**Question: why is S2 almost on top of S1 in this amino-isocyano-thiophene, and why is only S1 bright?**

I ran vertical singlets of 2-isocyano-5-(dimethylamino)thiophene with TDA CAM-B3LYP. S1 is HOMO→LUMO and S2 is HOMO→LUMO+1. The LUMO+1 lies 1.16 eV above the LUMO in the same calculation, yet S2 is only 0.16 eV above S1 and has very little intensity. S6 has the largest hole-electron distance, so is it the real donor-to-acceptor state? I would like to understand what sets the order.

Vertical singlet excitations of neutral 2-isocyano-5-(dimethylamino)thiophene in the gas phase, computed with PySCF 2.14.0 at the TDA CAM-B3LYP/def2-SVP level on a GFN2-xTB geometry. Density fitting was used, the 14 core orbitals were frozen in the response, and six singlets were sought.

| row | singlet state | singlet energy (eV) | singlet oscillator strength | singlet hole electron distance (Å) | singlet exciton size (Å) | singlet orbital overlap lambda | singlet main from | singlet main to |
| --- | --- | --- | --- | --- | --- | --- | --- | --- |
| 1 | 1 | 4.740 | 0.559 | 1.100 | 3.390 | 0.730 | HOMO | LUMO |
| 2 | 2 | 4.900 | 0.019 | 1.230 | 3.380 | 0.450 | HOMO | LUMO+1 |
| 3 | 3 | 5.690 | 0.000 | 1.400 | 3.430 | 0.460 | HOMO | LUMO+2 |
| 4 | 4 | 6.070 | 0.018 | 0.290 | 3.040 | 0.590 | HOMO-1 | LUMO |
| 5 | 5 | 6.410 | 0.000 | 0.530 | 2.640 | 0.400 | HOMO-1 | LUMO+1 |
| 6 | 6 | 6.560 | 0.034 | 1.800 | 4.020 | 0.590 | HOMO | LUMO+3 |

**Answer**

The orbital gap is only the first term of an excitation energy, and the remainder differs by type of state. Your six rows are not one family. S1 is a $\pi\to\pi^*$ state in which hole and electron share the same space, S2 has much less overlap, and S6 is a mixed state with a spread-out electron. I follow S1 and S2 closely and come to S6 at the end.

Three columns matter. The hole electron distance $d$ is the separation of the centroids of the hole and electron densities. The exciton size is the root-mean-square distance between the two particles, which includes the width of each cloud. Lambda, $\lambda$, is the overlap $\int|\phi_i||\phi_a|\,d^3r$ of the occupied and virtual orbitals, averaged over the pairs in the state; it runs from 0 to 1.

**What is subtracted from the gap**

For a singlet made of one pair $i\to a$, the Tamm-Dancoff equations give

$$E = (\varepsilon_a-\varepsilon_i) - A + 2K, \qquad B \equiv (\varepsilon_a-\varepsilon_i) - E = A - 2K .$$

Here $A$ is the electron-hole attraction, made of the exact-exchange share of the Coulomb integral $(ii|aa)$ plus the exchange-correlation kernel. $K=(ia|ia)$ is the self-repulsion of the overlap density $\phi_i\phi_a$. It pushes a singlet up and is absent from the triplet. The exact-exchange part of $A$ needs only that hole and electron be near each other, whereas $K$ and the kernel part need them to have amplitude at the same points.

For S1 the orbital energies of the same calculation give a gap of 7.04 eV, so $B = 7.04 - 4.74 = 2.30$ eV. For S2 the same subtraction gives 3.30 eV. The extra binding of S2 cancels nearly all of its larger gap. That is arithmetic on the results and needs no model.

The columns tell which term is the likely source. S1 and S2 have nearly the same exciton size (3.39 and 3.38 Å) and the hole comes from the same orbital, so very different exact-exchange attractions are not expected, though a root-mean-square distance doesn't fix the mean inverse distance that sets them. Their overlaps differ strongly, $\lambda = 0.73$ against 0.45. The argument is then that S1 pays a large $2K$ and S2 a small one: S1 is pushed up, and S2 is not especially pulled down.

The same switch of acceptor orbital occurs a second time, from HOMO-1. Going from S4 (to LUMO) to S5 (to LUMO+1) adds the same 1.16 eV of gap and costs only 0.34 eV, while $\lambda$ falls from 0.59 to 0.40. The repetition suggests that the effect follows the acceptor orbital. This pair is less clean than the first, since both states are mixtures and S5 is also more compact than S4.

**Why the overlap of S2 is low**

Equal size alone doesn't tell where the two particles sit. In the same calculation, however, the chance of finding both on the same atom is also nearly equal, 0.11 for S1 and 0.10 for S2. This suggests that in S2 hole and electron avoid each other locally, around the atoms they share. A $\pi$ hole above and below the ring and an electron in an in-plane orbital would do that. In the same calculation the S2 electron has its largest weight on sulfur (0.37) and the next on the terminal isocyano carbon (0.19). A C–S $\sigma^*$ orbital mixed with the in-plane $\pi^*$ of the isocyano group fits this picture.

The spin-orbit couplings point the same way. By the El-Sayed rule, coupling is large when the electron that changes orbital between the two states also changes orbital type, as from $\pi$ to in-plane. The ground state couples by 23 cm$^{-1}$ to the HOMO→LUMO+1 triplet and by 0.7 cm$^{-1}$ to the HOMO→LUMO triplet; S1 couples to them by 30 and 6 cm$^{-1}$. The numbers thus show that LUMO and LUMO+1 differ in type, while the label $\pi\to\sigma^*$ is an inference that a plot of the orbital should confirm.

**A two-constant model**

Since $K$ is quadratic in the overlap density, a crude guess is $K\propto\lambda^2$, and with a common attraction this gives $B = a - k\lambda^2$. An unweighted least-squares fit to S1–S5, each with the gap of its main pair, gives $a = 4.21$ eV and $k = 3.60$ eV. The rms error in $B$ is 0.13 eV, against 0.51 eV for a single constant $B$. With five points and two constants that trade against each other, the values of $a$ and $k$ carry no meaning of their own.

S1 lies far from the other points in $\lambda$, so the fair test leaves it out. The same fit to S2–S5 alone gives $a=4.22$ eV and $k=3.66$ eV, and then for S1:

$$B = 4.22 - 3.66\,(0.73)^2 = 4.22 - 1.95 = 2.27\ \text{eV}, \qquad E = 7.04 - 2.27 = 4.77\ \text{eV}.$$

The computed value is 4.74 eV. Agreement this close is partly luck, because the rows inside the fit scatter by more.

The triplet offers a check that needs no fit. T1 is made mainly of the same orbital pair as S1, has no $2K$ term and lies 1.82 eV lower. S2 is bound 1.00 eV more strongly than S1, so an exchange term of that size is large enough to explain the difference if the term of S2 is small. The direct test of that is the gap between S2 and its own triplet T2, which is mainly HOMO→LUMO+1. T2 lies below S1, so this gap is more than 0.16 eV, but such a lower bound can't show that it is small. The singlet and triplet kernels also differ, and T1 is more compact than S1, so the comparison is a consistency check and no proof.

The model fails on the finer points. For S2, which was fitted, it overestimates $B$ by 0.18 eV and gives $8.20 - 3.48 = 4.72$ eV, just below S1. It explains why the two states are close and doesn't decide their order. The calculation itself is insecure there too: the splitting is within the usual error of TDDFT, TDA tends to place bright $\pi\to\pi^*$ states too high, and this is one gas-phase conformer.

The worst row is S5, bound 0.20 eV more than the model says. It is the most compact state, 2.64 Å, with the largest weights of hole and electron both on sulfur, so a stronger attraction is what theory expects. Replacing $a$ by a term proportional to the inverse exciton size overcorrects S5 and raises the rms error over the same five rows to 0.25 eV. A point-charge formula at that distance is thus no improvement here, though a fit this small can't settle how the attraction really varies.

S3 and S4 show the rule at work between neighbours. Their main-pair gaps differ by only 0.02 eV, yet S4 lies 0.38 eV higher, and it is the one with the larger overlap. Mixing also enters, since the main pair makes up only 0.76 of S3 and 0.60 of S4.

**Intensity**

The oscillator strength is $f=\tfrac23 E|\boldsymbol\mu|^2$ in atomic units, and $\boldsymbol\mu$ is the dipole of the same overlap density that sets $K$. S1 has a large overlap density stretched from the amine end to the isocyano end, so it is both bright and pushed up. It holds 89 % of the summed $f$ of the six states, a share to read loosely because TDA doesn't obey the sum rule. The entries 0.000 for S3 and S5 are rounded from 0.00037 and 0.00024.

Overlap is necessary for intensity and doesn't guarantee it, because $\lambda$ uses moduli and ignores the signs that can cancel in $\boldsymbol\mu$. S4 and S6 share $\lambda=0.59$ but differ by a factor of 1.8 in $f$. S2 and S3 have nearly the same $\lambda$ and differ by a factor of 51. The S2 moment lies within 6° of the S1 axis, which suggests that S2 borrows from its close bright neighbour through an admixture of a few per cent. That is a guess, and it needs some departure from planarity if S2 is indeed $\pi\to\sigma^*$.

**Distance, charge transfer and S6**

None of the six states has separated charges. The squared exciton size equals $d^2$ plus the squared widths of hole and electron, less a correlation term that is of the same order as $d^2$ in most rows; this is an identity that splits the total. The $d^2$ part is 11 % of the total for S1 and reaches at most 20 %, for S6. In every row $d$ is smaller than the width of the hole. The known tendency to place charge-transfer states too low should bite less on such overlapping pairs, while double excitations are outside the method altogether.

The pattern in $d$ follows the hole. The HOMO has its largest weight on the amine nitrogen at one end of the molecule, and HOMO-1 sits on sulfur and two ring carbons, so the HOMO-1 states S4 and S5 have the two smallest distances. S1 is the bright push-pull state: its dipole change lies within 5° of the ground-state dipole. The shift is partial, and orbital relaxation reduces the dipole change from 5.3 to 2.9 D. The nearly dark S3 moves charge in a similar direction, 18° from that of S1, and has the larger dipole change, 4.5 D after relaxation.

S6 is not a stronger version of S1, because a distance hides direction. Its shift of 1.80 Å points 173° away from that of S1, back towards the amine end. Its electron cloud is the widest, 3.10 Å, and its largest weights are on hydrogen atoms. This looks like a Rydberg state squeezed into a basis without diffuse functions, which is a guess. If so, its energy and rank are unreliable, and a diffuse basis could bring such states lower in the list.

S6 was left out of the fit because the energy of LUMO+3 isn't among the outputs, and no single pair describes the state: HOMO→LUMO+3 has weight 0.43 and HOMO→LUMO+4 has 0.33. Applied to it anyway, the model implies an acceptor level near 2.7 eV, above the LUMO+2 at 2.29 eV as it must be. That is a weak test, and it says nothing about whether the basis describes the state properly.
